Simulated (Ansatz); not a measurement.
# The dipole moment down a group: Ti to Hf

Gas-phase molecules, one atom swapped for its congeners: C10H10Cl2Ti `[Cl][Ti]12345678([Cl])([CH]9[CH]1[CH]2[CH]3[CH]94)[CH]1[CH]5[CH]6[CH]7[CH]18`; C10H10Cl2Zr `[Cl][Zr]12345678([Cl])([CH]9[CH]1[CH]2[CH]3[CH]94)[CH]1[CH]5[CH]6[CH]7[CH]18`; C10H10Cl2Hf `[Cl][Hf]12345678([Cl])([CH]9[CH]1[CH]2[CH]3[CH]94)[CH]1[CH]5[CH]6[CH]7[CH]18`. All are singlets with charge 0.

Shapes, held fixed at every level: PBE0-D4/def2-TZVP. Programs: Ansatz 0.2.0. Values in D.

(1) How should the dipole moment change along the series?

## Answers

(1) At wB97M-V/def2-TZVPP the dipole moment falls at every step, from 5.05 to 4.40 D. Every level shows the same order. For atoms past krypton def2 sets carry core potentials with scalar relativity.

| level | C10H10Cl2Ti | C10H10Cl2Zr | C10H10Cl2Hf |
| --- | --- | --- | --- |
| PBE-D4/def2-TZVPP | 4.50 | 4.20 | 4.05 |
| r2SCAN-D4/def2-TZVPP | 4.75 | 4.40 | 4.27 |
| B3LYP-D4/def2-TZVPP | 4.85 | 4.46 | 4.29 |
| wB97M-V/def2-TZVPP | 5.05 | 4.58 | 4.40 |

The dipole moment falls from Ti to Hf with every functional, and the larger drop always comes between Ti and Zr. This runs against the simple expectation that longer, more ionic M–Cl bonds to the heavier metals should raise it. In a bent metallocene dichloride, however, the total is a vector sum in which the negative chlorides pull one way and the negatively charged cyclopentadienyl rings the other. The likely reason for the fall is that the rings donate less charge to Zr and Hf than to Ti, stay more anionic and so cancel more of the chloride contribution; a wider Cl–M–Cl angle would act in the same direction. The small step from Zr to Hf fits the lanthanide contraction, which leaves the two metals nearly equal in size and bonding.

The functionals differ most for Ti, perhaps because they disagree on how much ligand charge enters its compact, formally empty 3d shell. The total moments alone cannot separate changes in bond polarity from changes in geometry.
